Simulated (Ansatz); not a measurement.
Mg₄Cd: phonon entropy and phonon heat capacity against temperature

Harmonic vibrational free energy, entropy and heat capacity at constant volume, per atom, from the force constants of a q mesh, imaginary modes left out; plane waves with PAW datasets, Gamma-centred k mesh. The results are calculated, by Ansatz 0.2.0.

Structure of every row (space group Cmmm, No. 65):
```
CELL_PARAMETERS angstrom
2.39980 -5.32170 0.00000
2.39980 5.32170 0.00000
0.00000 0.00000 4.82810
ATOMIC_POSITIONS crystal
Mg 0.65097 0.34903 0.00000
Mg 0.84518 0.15482 0.50000
Mg 0.34903 0.65097 0.00000
Mg 0.15482 0.84518 0.50000
Cd 0.50000 0.50000 0.50000
```

Settings of every row: functional PBE; dispersion none; spin none; wave cutoff 420 eV; k mesh 8x8x8; occupations fermi dirac; smearing width 0.15 eV; pressure 0 GPa; phonon method linear response; q mesh 2x2x2.

Limits: coarse q mesh; metal sensitive to the k mesh; phonon interpolation lacks quadrupole term; the cell comes from a prototype or a list of computed structures and needn't be the stable phase.

```
row  temperature (K)  phonon entropy (kB/atom)  phonon heat capacity (kB/atom)  phonon free energy (meV/atom)
  1              200                     3.421                           2.708                           -1.9
  2              300                         ?                               ?                              ?
  3              400                     5.387                           2.922                          -79.5
  4              500                     6.042                           2.949                         -128.9
  5              600                     6.581                           2.965                         -183.4
  6              700                     7.039                           2.974                         -242.1
  7              800                     7.437                            2.98                         -304.5
  8              900                     7.788                           2.984                         -370.1
  9             1000                     8.103                           2.987                         -438.6
```

Question: what phonon entropy and phonon heat capacity should row 2 give?

Worked fit of phonon entropy. Entropy rises as the heat capacity times the change of ln T, so take t = ln(T / 300 K). The shown rows have t = -0.4055, 0.2877, 0.5108, 0.6931, 0.8473, 0.9808, 1.0986, 1.204. Least squares give phonon entropy = 4.5653 + 2.85456 × t + 0.0721 × t² kB/atom; a straight line predicts inner rows, each left out in turn, worse (root mean square 0.019 against 0.0043 kB/atom). The rows lie off it by 0.001, -0.006, 0.000, 0.003, 0.003, 0.003, 0.000, -0.004 (root mean square 0.0032 kB/atom), a smooth pattern that one more power would take up: the form is only approximate. The slope at t = 0, 2.85 kB/atom, estimates the heat capacity at 300 K. The withheld row has t = 0, so the fit gives 4.5653 + 2.85456 × (0) + 0.0721 × (0)² = 4.565 kB/atom.

The calculation gave 4.554 kB/atom. The fit lies 0.011 kB/atom (0.23 % of the column's range) above it; its largest miss of a shown row is 0.006 kB/atom.

Worked fit of phonon heat capacity. At high temperature a harmonic heat capacity falls short of its limit by a term in 1/T², so take t = (100 K / T)². The shown rows have t = 0.25, 0.0625, 0.04, 0.02778, 0.02041, 0.01562, 0.01235, 0.01. Least squares give phonon heat capacity = 2.9997 − 1.2728 × t + 0.424 × t² kB/atom; a straight line predicts inner rows, each left out in turn, worse (root mean square 0.0017 against 0.00038 kB/atom). All shown rows lie on it to the printed digit. The constant, 2.9997 kB/atom, is to be held against the harmonic limit of 3 k_B an atom. The withheld row has t = 0.11111, so the fit gives 2.9997 − 1.2728 × (0.11111) + 0.424 × (0.11111)² = 2.864 kB/atom.

The calculation gave 2.863 kB/atom. The fit lies 0.001 kB/atom (0.36 % of the column's range) above it, one unit of the last digit.

The other values of row 2: phonon free energy -36.6 meV/atom.
